**Question.** I keep reading that the Anderson impurity model "becomes" the Kondo model when the impurity holds one electron, with an antiferromagnetic $J$ and a potential scattering $K$. How is this derived, with all signs and factors of 2? Why is $J$ positive? And can I use $\rho J = 8\Delta/(\pi U)$ for the ground doublet of Ce in dilute (La,Ce)Cu$_6$?

**Answer.** The mapping is the transformation of Schrieffer and Wolff (1966), which is second-order perturbation theory in the hybridisation, written as a unitary rotation. The formula you quote holds only at the particle-hole symmetric point, and Ce is not there.

## 1. Model, conventions, premises

Energies are measured from the Fermi level. The Anderson model is $H=H_0+H_1$ with

$$H_0=\sum_{k\sigma}\epsilon_k c^\dagger_{k\sigma}c_{k\sigma}+\epsilon_d(n_\uparrow+n_\downarrow)+Un_\uparrow n_\downarrow,\qquad H_1=\sum_{k\sigma}\left(V_k c^\dagger_{k\sigma}d_\sigma+V_k^*d^\dagger_\sigma c_{k\sigma}\right),$$

where $n_\sigma=d^\dagger_\sigma d_\sigma$ and $n_d=n_\uparrow+n_\downarrow$. At the end I set $V_k=V/\sqrt{N_s}$ for $N_s$ lattice sites, with $V$ real, and use

$$\psi_\sigma=N_s^{-1/2}\sum_k c_{k\sigma},\qquad n(0)=\sum_\sigma\psi^\dagger_\sigma\psi_\sigma,\qquad \mathbf s(0)=\tfrac12\sum_{\sigma'\sigma}\psi^\dagger_{\sigma'}\boldsymbol\tau_{\sigma'\sigma}\psi_\sigma,\qquad \mathbf S=\tfrac12\sum_{\sigma'\sigma} d^\dagger_{\sigma'}\boldsymbol\tau_{\sigma'\sigma}d_\sigma .$$

$\boldsymbol\tau$ are the Pauli matrices and spins are dimensionless. $\rho$ is the density of states at the Fermi level per site and **per spin direction** (unit J$^{-1}$). The half-width of the level at $U=0$ is $\Delta=\pi\rho V^2$. $V$, $J$, $K$ and $\Delta$ are energies.

The isolated impurity has energies $0$, $\epsilon_d$ (twice) and $2\epsilon_d+U$. The premises are:

1. $\epsilon_d<0<\epsilon_d+U$. The singly occupied doublet is then lowest. Moving its electron to the Fermi level costs $|\epsilon_d|$, and adding one from the Fermi level costs $\epsilon_d+U$.
2. $\Delta\ll|\epsilon_d|,\ \epsilon_d+U$.
3. Only states with $n_d=1$ and band excitations below a cutoff $\Lambda<\min(|\epsilon_d|,\epsilon_d+U)$ are of interest, and $k_BT\ll\Lambda$.

**What $\sigma$ means for Ce.** Ce$^{3+}$ has one 4f electron. Spin-orbit coupling puts $j=5/2$ lowest, and the low site symmetry splits it into three Kramers doublets. $\sigma$ labels the two partners of the lowest doublet. Their hybridisation with the band is a Hermitian $2\times2$ matrix $\Delta_0(\epsilon)+\mathbf b(\epsilon)\cdot\boldsymbol\tau$. Time reversal flips $\boldsymbol\tau$, so in zero field $\mathbf b=0$. At each energy each partner therefore couples, with equal strength, to its own combination of Bloch states, and the two combinations are orthogonal. These are the $c_{k\sigma}$, and $\mathbf S$ and $\mathbf s$ are pseudospins.

## 2. The rotation

Take an anti-Hermitian $A$ of first order in $V$ and expand:

$$e^{A}He^{-A}=H_0+H_1+[A,H_0]+[A,H_1]+\tfrac12[A,[A,H_0]]+O(V^3).$$

Require $[A,H_0]=-H_1$, which removes the first order. Then $\tfrac12[A,[A,H_0]]=-\tfrac12[A,H_1]$, and

$$H'=H_0+\tfrac12[A,H_1]+O(V^3).$$

Between eigenstates of $H_0$ the condition reads $A_{mn}(E_n-E_m)=-(H_1)_{mn}$, so $A_{mn}=(H_1)_{mn}/(E_m-E_n)$. The operator $c^\dagger_{k\sigma}d_\sigma$ changes the energy by $\epsilon_k-\epsilon_d-Un_{\bar\sigma}$, with $\bar\sigma$ the opposite label. Hence

$$A=\sum_{k\sigma}V_k\left[\frac{1-n_{\bar\sigma}}{\epsilon_k-\epsilon_d}+\frac{n_{\bar\sigma}}{\epsilon_k-\epsilon_d-U}\right]c^\dagger_{k\sigma}d_\sigma-\text{h.c.}$$

Inserting $A_{mn}$ in the commutator gives

$$\tfrac12[A,H_1]_{mn}=-\tfrac12\sum_l (H_1)_{ml}(H_1)_{ln}\left[\frac1{E_l-E_m}+\frac1{E_l-E_n}\right].\tag{1}$$

Each factor of $V$ changes $n_d$ by $\pm1$. The second-order term thus changes $n_d$ by $0$ or $\pm2$ and cannot connect $n_d=1$ with $n_d=0$ or $2$: the sector $n_d=1$ is decoupled at this order. The third-order term changes $n_d$ by an odd number, so it vanishes inside the sector and acts back on it only at order $V^6$. The first correction inside the sector is the $V^4$ term of the expansion. It remains to evaluate (1) for $m,n$ in the sector, where $l$ has $n_d=0$ or $2$.

## 3. The two virtual processes

**Through the empty impurity.** First $V_{k'}c^\dagger_{k'\sigma'}d_{\sigma'}$ acts, with $E_l-E_n=\epsilon_{k'}-\epsilon_d$. Then $V_k^*d^\dagger_\sigma c_{k\sigma}$ acts, with $E_l-E_m=\epsilon_k-\epsilon_d$. With $a_k=1/(\epsilon_k-\epsilon_d)$,

$$H_{\rm e}=-\tfrac12\sum V_{k'}V_k^*\,(a_k+a_{k'})\;d^\dagger_\sigma c_{k\sigma}c^\dagger_{k'\sigma'}d_{\sigma'} .$$

**Through the doubly occupied impurity.** First $V_k^*d^\dagger_\sigma c_{k\sigma}$ acts, with $E_l-E_n=\epsilon_d+U-\epsilon_k$. Then $V_{k'}c^\dagger_{k'\sigma'}d_{\sigma'}$ acts, with $E_l-E_m=\epsilon_d+U-\epsilon_{k'}$. With $b_k=1/(\epsilon_d+U-\epsilon_k)$,

$$H_{\rm d}=-\tfrac12\sum V_{k'}V_k^*\,(b_k+b_{k'})\;c^\dagger_{k'\sigma'}d_{\sigma'}d^\dagger_\sigma c_{k\sigma} .$$

No projectors are needed: on a singly occupied impurity $d$ can only give the empty state and $d^\dagger$ only the full one.

**Reordering.** Define $X_{\sigma\sigma'}=d^\dagger_\sigma d_{\sigma'}$. An operator moved past two other fermion operators with which it anticommutes picks up no sign. So

$$d^\dagger_\sigma c_{k\sigma}c^\dagger_{k'\sigma'}d_{\sigma'}=X_{\sigma\sigma'}\left(\delta_{kk'}\delta_{\sigma\sigma'}-c^\dagger_{k'\sigma'}c_{k\sigma}\right),$$

$$c^\dagger_{k'\sigma'}d_{\sigma'}d^\dagger_\sigma c_{k\sigma}=c^\dagger_{k'\sigma'}c_{k\sigma}\left(\delta_{\sigma\sigma'}-X_{\sigma\sigma'}\right).$$

In both lines $X\,c^\dagger c$ carries a minus sign from one anticommutation. It cancels the minus sign of (1).

**Spin algebra.** The completeness relation $\boldsymbol\tau_{\alpha\beta}\cdot\boldsymbol\tau_{\sigma'\sigma}=2\delta_{\alpha\sigma}\delta_{\beta\sigma'}-\delta_{\alpha\beta}\delta_{\sigma\sigma'}$, contracted with $\tfrac12d^\dagger_\alpha d_\beta$, gives $\mathbf S\cdot\boldsymbol\tau_{\sigma'\sigma}=X_{\sigma\sigma'}-\tfrac12\delta_{\sigma\sigma'}n_d$. For $n_d=1$,

$$\sum_{\sigma\sigma'}X_{\sigma\sigma'}c^\dagger_{k'\sigma'}c_{k\sigma}=\tfrac12 n_{k'k}+2\,\mathbf S\cdot\mathbf s_{k'k},$$

with $n_{k'k}=\sum_\sigma c^\dagger_{k'\sigma}c_{k\sigma}$ and $\mathbf s_{k'k}=\tfrac12\sum c^\dagger_{k'\sigma'}\boldsymbol\tau_{\sigma'\sigma}c_{k\sigma}$. Substituting, and using $\sum_\sigma X_{\sigma\sigma}=1$,

$$H_{\rm e}=\tfrac12\sum_{kk'}V_{k'}V^*_k(a_k+a_{k'})\left[2\mathbf S\cdot\mathbf s_{k'k}+\tfrac12n_{k'k}\right]-\sum_k|V_k|^2a_k,$$

$$H_{\rm d}=\tfrac12\sum_{kk'}V_{k'}V^*_k(b_k+b_{k'})\left[2\mathbf S\cdot\mathbf s_{k'k}-\tfrac12n_{k'k}\right].$$

The sum is $\sum_{kk'}\left[J_{k'k}\,\mathbf S\cdot\mathbf s_{k'k}+K_{k'k}\,n_{k'k}\right]$ plus a constant, with

$$J_{k'k}=V_{k'}V_k^*\,(a_k+a_{k'}+b_k+b_{k'}),\qquad K_{k'k}=\tfrac14V_{k'}V_k^*\,(a_k+a_{k'}-b_k-b_{k'}).$$

$a_k$ has a pole at $\epsilon_k=\epsilon_d$ if the level lies inside the band. The pole describes the real decay of the impurity electron into a deep hole, and premise 3 excludes such holes. In the constant, a filled state $k$ has $n_{kk}=2$, and its term $|V_k|^2a_k$ cancels $-|V_k|^2a_k$, as the Pauli principle demands.

## 4. Result

For scattering states with $|\epsilon_k|\ll|\epsilon_d|,\epsilon_d+U$ put $a_k\to1/|\epsilon_d|$ and $b_k\to1/(\epsilon_d+U)$. With $V_k=V/\sqrt{N_s}$ the sums over $k,k'$ give $\mathbf s(0)$ and $n(0)$:

$$H_{\rm eff}=\sum_{k\sigma}\epsilon_kc^\dagger_{k\sigma}c_{k\sigma}+J\,\mathbf S\cdot\mathbf s(0)+K\,n(0)+\text{const},$$

$$\boxed{J=2V^2\left[\frac1{|\epsilon_d|}+\frac1{\epsilon_d+U}\right]>0,\qquad K=\frac{V^2}{2}\left[\frac1{|\epsilon_d|}-\frac1{\epsilon_d+U}\right]}$$

With $\rho V^2=\Delta/\pi$ and $|\epsilon_d|+(\epsilon_d+U)=U$,

$$j\equiv\rho J=\frac{2\Delta U}{\pi|\epsilon_d|(\epsilon_d+U)},\qquad \frac KJ=\frac{U+2\epsilon_d}{4U}.$$

At the symmetric point $\epsilon_d=-U/2$ both denominators equal $U/2$, so $K=0$, $J=8V^2/U$ and $\rho J=8\Delta/(\pi U)$. At fixed $U$ and $\Delta$ this is the minimum of $j$, because $|\epsilon_d|(\epsilon_d+U)$ is largest there. Authors who write the exchange as $J\,\mathbf S\cdot\psi^\dagger\boldsymbol\tau\psi$ have a $J$ half as large, and those who count both spin directions in $\rho$ have a $\rho$ twice as large.

## 5. Why $J>0$: a two-site test

Replace the band by one orbital at the Fermi level. The constant is then $-V^2/|\epsilon_d|$, and every state can be compared with elementary perturbation theory.

- Triplet, $\mathbf S\cdot\mathbf s=\tfrac14$: the shift is $J/4+K-V^2/|\epsilon_d|=0$. Two parallel spins cannot share an orbital, so neither can hop.
- Singlet, $\mathbf S\cdot\mathbf s=-\tfrac34$: the shift is $-J$. The singlet couples with matrix element $\sqrt2V$ to each of the two closed-shell states, which gives $-2V^2/|\epsilon_d|-2V^2/(\epsilon_d+U)$.
- Band orbital empty: $-V^2/|\epsilon_d|$. Band orbital full: $2K-V^2/|\epsilon_d|=-V^2/(\epsilon_d+U)$. Both are the two-level shifts.

Virtual hopping lowers the energy, and for two electrons only the singlet can use it. That is the sign of $J$. The sign of $K$ tells which charge fluctuation is cheaper. The singlet problem is exact as a $3\times3$ matrix, and the singlet-triplet splitting $\delta$ solves

$$\delta=\frac{2V^2}{|\epsilon_d|+\delta}+\frac{2V^2}{\epsilon_d+U+\delta}.\tag{2}$$

At symmetry $\delta=\sqrt{U^2/16+4V^2}-U/4=8V^2/U-128V^4/U^3+\dots$, whose first term is $J$.

## 6. What $j$ controls

To see how accurately $J$ is needed, we want the scale it generates. Let the impurity electron have $N$ degenerate states with the same $V$ and the same $U$ for every pair. The reordering of section 3 never used $N=2$, so the exchange is $g\sum_{ab}X_{ba}\psi^\dagger_a\psi_b$ plus potential terms, with $g=J/2$ (the form of Coqblin and Schrieffer, 1969). On the one-electron states $X_{ab}X_{cd}=\delta_{bc}X_{ad}$.

Lower the cutoff $D$ by $\delta D$ and apply (1) to the exchange itself (Anderson's poor man's scaling, 1970). Each band edge holds $\rho\,\delta D$ states per site and label, and the denominator is $D$.

- An electron $b$ scatters to the empty upper edge with label $c$, then to $a$: $-(\rho g^2\delta D/D)\sum_cX_{ca}X_{bc}\,\psi^\dagger_a\psi_b$, and $\sum_cX_{ca}X_{bc}=\delta_{ab}$.
- An electron $c$ from the filled lower edge scatters to $a$, then $b$ fills the hole. The band operators appear as $\psi_b\psi^\dagger_a\to-\psi^\dagger_a\psi_b$, so the term is $+(\rho g^2\delta D/D)\sum_cX_{bc}X_{ca}\,\psi^\dagger_a\psi_b$, and $\sum_cX_{bc}X_{ca}=NX_{ba}$.

The sum contains the commutator $\sum_c[X_{bc},X_{ca}]=NX_{ba}-\delta_{ab}$, so potential terms drop out at this order, and $\delta g=N\rho g^2\delta D/D$. In terms of $j=2\rho g$,

$$\frac{d(1/j)}{d\ln(\Lambda/D)}=-\frac N2.\tag{3}$$

For $N=2$, $1/j$ reaches zero at

$$k_BT_K\sim\Lambda\,e^{-1/j}=\Lambda\exp\left[-\frac{\pi|\epsilon_d|(\epsilon_d+U)}{2\Delta U}\right].$$

$K$ enters in higher order. For a band symmetric about the Fermi level the local Green function there is $G_0=-i\pi\rho$. The potential turns it into $G_0/(1-KG_0)$, and the density of states seen by the spin becomes $\rho/[1+(\pi\rho K)^2]$.

## 7. Range of validity

1. **Small charge fluctuations.** In first order the weight of the empty state is $(\Delta/\pi)\int_0^{W}d\epsilon/(\epsilon+|\epsilon_d|)^2<\Delta/(\pi|\epsilon_d|)$ for a flat band of half-width $W$, and that of the full state is below $\Delta/[\pi(\epsilon_d+U)]$. The two bounds add up to exactly $j/2$. The expansion parameter is therefore $j$, and $j\ll1$ is the sharp form of premise 2.
2. **The prefactor of $T_K$ is not fixed.** A relative change of order $j$ in $J$, from the $V^4$ terms, changes $1/j$ by a number of order one. The second-order result gives the exponent only.
3. **Energies.** Constant $J$ and $K$ hold for $|\epsilon_k|,k_BT\ll|\epsilon_d|,\epsilon_d+U$. The charge-excitation peaks of the spectrum at $\epsilon_d$ and $\epsilon_d+U$ are outside $H_{\rm eff}$.
4. **Strong asymmetry.** If $|\epsilon_d|\ll W,U$, band states at $|\epsilon_d|\ll D\ll U$ lower the empty state by $2\rho V^2\delta D/D$ (either spin can enter) and the doublet by $\rho V^2\delta D/D$. The level rises by about $(\Delta/\pi)\ln[\min(W,U)/|\epsilon_d|]$, and the shifted level must satisfy premise 2. Otherwise the impurity is mixed-valent.
5. **One doublet, one impurity.** Other impurity levels below $\Lambda$ enter (3). Exchange between impurities through the band is ignored, which requires dilution.
6. The mapping stays valid below $T_K$. What fails there is perturbation theory in $J$, not the Kondo Hamiltonian.

## 8. Numbers for Ce in LaCu$_6$

La carries no 4f electron, so a dilute Ce ion is the impurity. Energies are in eV, with $1\ \text{eV}=1.602\times10^{-19}$ J. Typical or assumed inputs, none of them a measurement:

| input | value |
|---|---|
| 4f level $\epsilon_d$ (typical) | $-2.0$ eV |
| $U$ (typical) | $6.0$ eV |
| excited doublets $E_1$, $E_2$ (typical, approximate) | $7$ meV, $13$ meV |
| $j=7/2$ octet $E_{\rm so}$ (typical) | $0.28$ eV |
| $\rho$, flat band with $W=2$ eV (assumed) | $0.25\ \text{eV}^{-1}$ |
| cutoff $\Lambda$ (assumed) | $1$ eV |
| $\Delta$ (assumed, chosen as explained below) | $0.09$ eV |

**Couplings.** The denominators are $2.0$ and $4.0$ eV, so $\Delta/|\epsilon_d|=0.045$ and $\Delta/(\epsilon_d+U)=0.0225$. Since $W=|\epsilon_d|$, point 4 has no logarithmic window. $V^2=\Delta/(\pi\rho)=0.1146\ \text{eV}^2$, $V=0.34$ eV. The model gives

$$J=0.17\ \text{eV}=2.8\times10^{-20}\ \text{J},\qquad K=0.014\ \text{eV}=2.3\times10^{-21}\ \text{J},$$

$$\rho J=0.043,\qquad\rho K=0.0036,\qquad K/J=1/12,\qquad 1/j=23.3 .$$

The products $\rho J$ and $\rho K$ depend on $\Delta$ alone, not on the assumed $\rho$. One third of $J$ comes from $f^2$ and two thirds from $f^0$.

**The symmetric formula.** $8\Delta/(\pi U)=0.038$ is smaller than $j$ by the factor $8/9$. Its inverse is $26.2$, and the difference of $2.9$ in the exponent lowers $T_K$ by a factor of about $18$. So use the general $J$. $K$ itself is harmless: $(\pi\rho K)^2=1.3\times10^{-4}$ moves the exponent by $0.003$.

**Size of the neglected orders.** The weights of $f^0$ and $f^2$ are below $0.014$ and $0.007$. In the two-site model, (2) gives $\delta=0.161$ eV against $J=0.172$ eV: the exact splitting lies 6 per cent below the second-order one, of the order of $j$. With all 14 4f states equally hybridised, 13 are open to an added electron, and the bound on the $f^2$ weight grows to $0.09$. The $f^2$ multiplets are typically spread over an energy of order 1 eV. Moving $\epsilon_d+U$ down or up by 1 eV raises $J$ by 11 per cent or lowers it by 7 per cent. Two figures for $J$ are already generous.

**The excited 4f levels dominate $T_K$.** The doublet alone gives $\Lambda e^{-1/j}/k_B\approx9\times10^{-7}$ K. The typical Kondo temperature of dilute Ce in this host is one to a few kelvin, so the pure doublet model falls short by about six orders of magnitude. The reason is point 5. In the hole process the impurity passes through state $c$, and the denominator is $D+E_c$. A level counts in $N$ while $D\gg E_c$ and freezes out for $D\ll E_c$. Assume equal, diagonal hybridisation for all levels and sharp thresholds. Then $N=14,\,6,\,4,\,2$ in turn, and (3) integrates to

$$\frac1j=7\ln\frac{\Lambda}{E_{\rm so}}+3\ln\frac{E_{\rm so}}{E_2}+2\ln\frac{E_2}{E_1}+\ln\frac{E_1}{k_BT_K},$$

$$\ln\frac{\Lambda}{k_BT_K}=\frac1j-\ln\frac\Lambda{E_1}-\ln\frac\Lambda{E_2}-4\ln\frac\Lambda{E_{\rm so}}=23.3-5.0-4.3-5.1=8.9 .$$

The three logarithms add up to $14.4$, an enhancement of about $2\times10^6$, and the model's $T_K$ is about 2 K. $\Delta$ was chosen to put $T_K$ in the typical range, so this value tests nothing. It could not be a prediction in any case: $T_K\propto\Lambda^7$, so a factor 2 in the cutoff is a factor 128, and the sharp threshold is crude for the octet, whose window spans little more than one unit of the logarithm.

The useful statement concerns the doublet. A spin-½ Kondo model describes the Ce ion only below $E_1/k_B=81$ K. Its cutoff is $E_1$, and its coupling is the scaled one, $1/j(E_1)=8.9-5.0=3.9$, or $j(E_1)\approx0.26$, about six times the bare second-order value $0.043$.

**Where the symmetric formula does apply.** In a gate-defined GaAs quantum dot holding an odd number of electrons, the gate sets $\epsilon_d$, and the centre of the Coulomb-blockade valley is $\epsilon_d=-U/2$. The dot couples to one combination of the two leads, with $\Delta=\Delta_L+\Delta_R$. With typical values $U=2$ meV and $\Delta=0.15$ meV, an assumed cutoff $\Lambda=U/2$, and the next orbital level assumed to lie above that cutoff, $K=0$, $\rho J=0.19$ and $1/j=5.2$. The model gives $T_K\approx0.06$ K up to the undetermined prefactor, at the low end of the range from tens of millikelvin to about 1 K that is typical of such dots, as expected at the gate voltage where $j$ is smallest.